Q: I have to choose a wave cutoff for metallic In₃Se. How wrong can the result be if I choose it too low?

A: The energy is wrong by tens of eV per atom at 150 eV, by somewhat less than 1 eV at 250 eV, and by about 1 meV at 420 eV. These errors are taken relative to the same calculation at 850 eV, with the atoms held in place. The pressure, which the program corrects for the finite cutoff, lies within 0.01 GPa of the reference from 350 eV on.

Ansatz 0.2.0, scalar-relativistic PBE without spin polarization, PAW set soft_2: In₃Se (Pm-3m, 4 atoms) at fixed geometry, 10×10×10 k mesh, Gaussian smearing of 0.1 eV, density cutoff four times the wave cutoff. The reference wave cutoff is 850 eV; energies are taken at zero smearing, and pressures are positive in compression and corrected for the finite cutoff.

```csv
wave cutoff,energy less reference (meV per atom),pressure less reference (GPa),pressure (GPa)
150 eV,44578.0,-25.385,-25.708
200 eV,6704.6,-2.991,-3.314
250 eV,776.8,-0.387,-0.710
300 eV,55.8,0.073,-0.250
350 eV,2.6,0.006,-0.317
380 eV,1.7,0.006,-0.317
420 eV,1.1,0.001,-0.322
460 eV,0.4,0.000,-0.323
520 eV,0.2,0.000,-0.323
600 eV,0.1,0.000,-0.323
700 eV,0.0,0.000,-0.323
```

Q: What does the cutoff limit, physically?

A: The smooth part of each orbital is built from plane waves, and the cutoff is the largest kinetic energy that such a wave may have. A high kinetic energy means a short wavelength, so the cutoff sets the finest detail that this part can show. At 150 eV the shortest wave is about 1.0 Å long, and at 350 eV about 0.66 Å.

Q: That is a modest gain in sharpness. Why does the energy error shrink more than ten-thousandfold over the same range?

A: The reason lies in the most compact electrons. This calculation treats the 4d electrons of indium and the 3d electrons of selenium explicitly, and both shells sit close to their nuclei. A compact orbital needs short waves, but once it has been made smooth its need for them dies off steeply; for a Gaussian shape the decay is exponential in their kinetic energy. Up to 350 eV, each step of 50 eV therefore removes most of the error that is left.

The table holds only the total error, so the leading role of the d shells is an argument from theory. The same argument says why aluminium, whose explicitly treated s and p electrons are diffuse, is usually content with a lower cutoff. What counts is compactness, not the letter of the shell: oxygen and fluorine, with their tight 2p orbitals, need high cutoffs.

Q: An exponential should give the same factor for each equal step. Here the factor grows.

A: It does, from about 7 for the first step of 50 eV to about 21 for the step that ends at 350 eV. A simple model gives part of the reason. Take a d orbital with a Gaussian shape. The amplitude of its waves then goes as q² times a Gaussian in q, where q is the wave number and the kinetic energy E is proportional to q².

The error is taken to be roughly proportional to the kinetic energy of the waves left out. Three factors enter the sum over them: q⁴ from the squared amplitude, q² from the kinetic energy of each wave, and q² from the number of waves at that q. Summing q⁸ times a Gaussian from the cutoff upwards gives, to leading order, an error proportional to E^3.5 exp(−E/b), where E is now the cutoff and b measures how compact the orbital is. The power of E rises while the exponential falls, so it slows the decay most at low cutoffs.

Q: How well does that describe the numbers?

A: Between 200 and 350 eV it gets the direction right and the size wrong. Compare the fall from 300 to 350 eV with the fall from 200 to 250 eV: to this order, b and the overall size cancel, and the model says that the later fall is stronger by a factor of [(300/350) × (250/200)]^3.5 ≈ 1.27. The calculation gives 2.4.

A Gaussian shape can therefore account for only a small part of the speeding up. My guess for the rest is the way the orbitals are prepared. The PAW method replaces each orbital near the nucleus by a smoother one, and the soft set used here is designed to have little short-wave content beyond a certain point. Near that point the fall of the error could steepen more than the Gaussian model allows.

Q: After 350 eV the collapse stops. Has the calculation reached its limit?

A: Not quite; it has entered a slow tail. Had the last steep fall continued, the error at 420 eV would be about 0.04 meV per atom, whereas it is 1.1. The tail is also uneven: the fall per 50 eV is 1.7 up to 420 eV and 3.2 up to 460 eV. The smoothing may leave a weak remnant of short waves that fades slowly, and such a remnant is expected to ripple with wave number. The grid for the electron density is refined together with the wave cutoff, so it may contribute as well, and this series cannot tell the two apart.

Q: Does the row at 150 eV belong to the same story?

A: In the energy, yes. Compare the fall from 200 to 250 eV with the fall from 150 to 200 eV: the model gives [(200/250) × (200/150)]^3.5 ≈ 1.25, and the calculation gives 1.30. The Gaussian picture thus holds at the low end and fails only above 250 eV, which fits the guess about the smoothing.

The outer electrons, which make the metal, are disturbed at 150 eV too. The Fermi level, up to which the electron states are filled, lies 0.23 eV from its reference value, against 0.076 eV at 200 eV and below 0.02 eV at 250 eV. The entropy term of the smearing, which reflects the states near the Fermi level, is 0.0051 eV at 150 eV, while from 200 eV on it stays close to the reference value of 0.0095 eV.

Q: Now the pressure. At 250 eV the energy is off by 777 meV per atom, yet the pressure is off by only 0.39 GPa. How can both be true?

A: The pressure has been corrected for the finite cutoff, and by the estimate below the correction must be huge. Without it, the stress tells how the energy responds when the cell is stretched together with a fixed set of waves. Stretched waves are longer, so the effective cutoff drops and the energy error rises. The cell then seems to resist expansion, which looks like a strong tension.

Q: Can I estimate that false tension myself?

A: Yes, from the slope of the energy error. For a fixed set of waves the cutoff E scales as V^(−2/3), where V is the volume per atom. The false pressure therefore has the size (2/3)(E/V) times the slope of the error with cutoff.

Take 250 eV. Between the neighbouring rows the error falls from 6705 to 55.8 meV, a logarithmic slope of ln(6705/55.8)/100 ≈ 0.048 per eV. Multiplied by the error of 0.777 eV, this gives a slope of about 0.037 eV per eV of cutoff.

With V = 27.7 Å³, the factor (2/3)(E/V) is about 6.0 eV/Å³. The product is about 0.22 eV/Å³, and since 1 eV/Å³ is roughly 160 GPa, the false tension comes to about 36 GPa. The error that remains in the table is about one per cent of that.

Q: Why does so little remain?

A: The corrected pressure tells how the energy changes with volume at a fixed cutoff. An energy error enters it only as far as the error itself depends on volume. If the error sits in compact shells inside the atoms, moving the atoms slightly apart hardly alters it.

The numbers agree with this picture, provided that the correction is accurate. At 250 eV, an increase of the volume by 1 % changes the energy error of 777 meV by only about 0.7 meV per atom. At this cutoff the error behaves almost as a constant that each atom carries with it. In the tail the relative change is larger, about 0.6 % at 380 eV, though tiny in absolute size.

Q: Between 250 and 300 eV the pressure error changes sign. Is there a cutoff in between where the pressure is exact?

A: There may be one where the error passes through zero, but that would be a crossing and not convergence. At 300 eV the pressure error is +0.07 GPa, still 23 % of the small tension of 0.32 GPa that this cell really has at this level of theory. The energy there is still 56 meV per atom too high.

I would not read a mechanism into the sign. What remains at 300 eV is about 2 % of a false tension of nearly 4 GPa, so a slight inaccuracy of the correction could be enough to turn it.

Q: So what should I do in practice?

A: Decide first which quantity you need, and then keep one cutoff for every energy that you compare. Suppose you compute one volume of this crystal at 300 eV and a slightly larger one at 420 eV. The change of cutoff alone introduces a false difference of about 55 meV per atom. With 300 eV for both, the corrected pressure suggests that a volume change of 1 % alters the error by only about 0.1 meV per atom.

For this crystal and this PAW set, 420 eV is a sensible start: it is the lowest cutoff in the series that the program does not flag as below its recommendation. The output below gives the wavelengths, the falls from row to row and the estimates of the false tension.

Output of the analysis:

```
Along the cutoff:
     row  shortest wavelength (Å)  energy error (meV per atom)  fall factor per 50 eV since the row before  change of energy error on 1 % expansion (meV per atom)
  150 eV                    1.001                        44578                                         n/a                                                   43.91
  200 eV                   0.8672                         6705                                       6.649                                                   5.174
  250 eV                   0.7757                        776.8                                       8.632                                                  0.6694
  300 eV                   0.7081                        55.78                                       13.93                                                 -0.1263
  350 eV                   0.6556                         2.64                                       21.13                                                -0.01038
  380 eV                   0.6291                         1.71                                       2.062                                                -0.01038
  420 eV                   0.5984                         1.12                                       1.697                                                -0.00173
  460 eV                   0.5718                         0.44                                       3.215                                                       0
  520 eV                   0.5378                         0.15                                       2.452                                                       0
  600 eV                   0.5007                         0.08                                       1.481                                                       0
  700 eV                   0.4635                         0.04                                       1.414                                                       0
Steepening of the fall, computed (ratio): 2.448
Steepening of the fall, Gaussian d orbital (ratio): 1.273
Energy error at 420 eV if the fall from 300 to 350 eV went on (meV per atom): 0.03688
Rough spurious pressure removed at 250 eV (GPa): -35.84
Rough spurious pressure removed at 300 eV (GPa): -3.666
Remaining pressure error at 250 eV as share of the removed term (%): 1.08
Remaining pressure error at 300 eV as share of the removed term (%): 1.991
Pressure error at 300 eV as share of the pressure at 700 eV (%): 22.6
Fermi level at 150 eV less reference (eV): 0.2314
Fermi level at 250 eV less reference (eV): 0.01586
```
